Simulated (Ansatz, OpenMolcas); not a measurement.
**InHCl2O (SMILES [OH][In]([Cl])[Cl]): the HOMO–LUMO gap, rung by rung**

The species is InHCl2O (5 atoms), meant as a singlet with charge 0. SMILES: `[OH][In]([Cl])[Cl]`. The coordinates come from a PBE0-D4/def2-TZVP relaxation.

Quantity: the HOMO–LUMO gap, in eV. The values are calculated.

```tsv
level	kind	program	value (eV)	CPU time
BLYP/def2-SVP (core potential)	GGA	Ansatz	3.99	5.9 s
PBE/def2-SVP (core potential)	GGA	OpenMolcas	4.06	30 s
M06-L/def2-SVP (core potential)	meta-GGA	OpenMolcas	4.64	27 s
r2SCAN/def2-SVP (core potential)	meta-GGA	OpenMolcas	4.65	29 s
r2SCAN0/def2-SVP (core potential)	hybrid meta-GGA	Ansatz	7.02	18 s
CAM-B3LYP/def2-SVP (core potential)	range-separated hybrid	Ansatz	9.03	8.2 s
wB97M-V/def2-SVP (core potential)	range-separated hybrid	Ansatz	10.95	77 s
B2PLYP/def2-SVP (core potential)	double hybrid	Ansatz	9.17	13 s
```

The values span 3.99 to 10.95 eV. Orbital gaps aren't excitation energies, and those of double hybrids come from the SCF part alone; they tend to grow with the share of exact exchange. Times are those of the runs behind each value, whatever else they computed, on shared processors of several kinds: orders of magnitude only.

The gap stays open at every level, but its size depends strongly on the functional. The two GGAs nearly coincide, the meta-GGAs lie modestly higher, and the large step comes between r2SCAN at 4.65 eV and r2SCAN0 at 7.02 eV. The order doesn't simply follow the rungs: the double hybrid B2PLYP sits close to CAM-B3LYP and well below wB97M-V, probably because nonlocal exchange separates occupied from virtual levels according to both its amount and its range.

A sizeable gap suits indium(III), whose valence 5s and 5p electrons are formally used in bonding to electronegative partners. The HOMO is probably made up mainly of chlorine and oxygen lone pairs, and the LUMO of empty indium 5p character mixed with antibonding ligand contributions. Such an acceptor orbital would fit the Lewis acidity familiar from three-coordinate indium(III), though the gap alone neither establishes this orbital picture nor measures acid strength. Without diffuse functions, the basis also leaves open whether the LUMO describes a bound electron-attached state.
